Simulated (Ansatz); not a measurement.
# BiTe: the change of energy above lowest point and pressure with volume scale

All results are calculated (Ansatz 0.2.0). Free energy against uniform scaling of the volume at fixed shape and fractions; periodic cell, basis, potentials, k mesh and filling as listed.

The cell before it is scaled or strained (space group Fm-3m, No. 225):
```
CELL_PARAMETERS angstrom
0.00000 3.23500 3.23500
3.23500 0.00000 3.23500
3.23500 3.23500 0.00000
ATOMIC_POSITIONS crystal
Bi 0.00000 0.00000 0.00000
Te 0.50000 0.50000 0.50000
```

Settings of every row: functional PBE; dispersion none; potentials PAW; wave cutoff 435.38 eV; density cutoff 1741.5 eV; k mesh 8x8x8; k shift 0x0x0; occupations gaussian; smearing width 0.1 eV; spin none.

Limits: coarse k mesh, up to 40 meV an atom off; no spin-orbit coupling, which can matter with elements this heavy.

```csv
row,volume scale,V (Å³/atom),energy above lowest point (meV/atom),pressure (GPa)
1,0.88,29.792,?,?
2,0.92,31.147,50.5,5.71
3,0.96,32.501,14.6,2.89
4,1,33.855,0,0.64
5,1.04,35.209,2.4,-1.15
6,1.08,36.563,18.5,-2.59
7,1.12,37.918,45.4,-3.74
```

Question: what energy above lowest point and pressure should row 1 give?

Worked fit of energy above lowest point. Take u = (V_r/V)^(2/3) − 1 with V_r = 34.532 Å³ an atom, which is twice the finite (Eulerian) strain; such expansions in the strain, on which the Birch-Murnaghan equation of state is built, carry the rest volume and the bulk modulus. The shown rows have u = 0.0712, 0.04124, 0.01329, -0.01286, -0.03738, -0.06046. Least squares give energy above lowest point = −0.68 − 98.51 × u + 11209.7 × u² + 3801 × u³ meV/atom; a parabola predicts inner rows, each left out in turn, worse (root mean square 0.35 against 0.05 meV/atom). All shown rows lie on it to the printed digit. Its lowest point lies at u = 0.0044, or V = 34.31 Å³ an atom, and the curvature there gives the bulk modulus at fixed shape and fractions, B = (4/9)(1 + u)² E″(u)/V = 47.2 GPa. The withheld row has u = 0.10344, so the fit gives −0.68 − 98.51 × (0.10344) + 11209.7 × (0.10344)² + 3801 × (0.10344)³ = 113.3 meV/atom.

The calculation gave 113.3 meV/atom. The fit meets it to the printed digit. This row lies beyond the range of the fit.

Worked fit of pressure. Take u = (V_r/V)^(2/3) − 1 with V_r = 34.532 Å³ an atom, which is twice the finite (Eulerian) strain; such expansions in the strain, on which the Birch-Murnaghan equation of state is built, carry the rest volume and the bulk modulus. The shown rows have u = 0.0712, 0.04124, 0.01329, -0.01286, -0.03738, -0.06046. Least squares give pressure = −0.306 + 68.501 × u + 207.67 × u² + 237.3 × u³ GPa; a parabola predicts inner rows, each left out in turn, worse (root mean square 0.022 against 0.0037 GPa). All shown rows lie on it to the printed digit. The pressure vanishes at u = 0.0044, or V = 34.3 Å³ an atom, and there the bulk modulus at fixed shape and fractions is B = −V dP/dV = (2/3)(1 + u) dP/du = 47.1 GPa. The withheld row has u = 0.10344, so the fit gives −0.306 + 68.501 × (0.10344) + 207.67 × (0.10344)² + 237.3 × (0.10344)³ = 9.26 GPa.

The calculation gave 9.29 GPa. The fit lies 0.03 GPa (0.23 % of the column's range) below it; its largest miss of a shown row is 0.00 GPa. This row lies beyond the range of the fit.
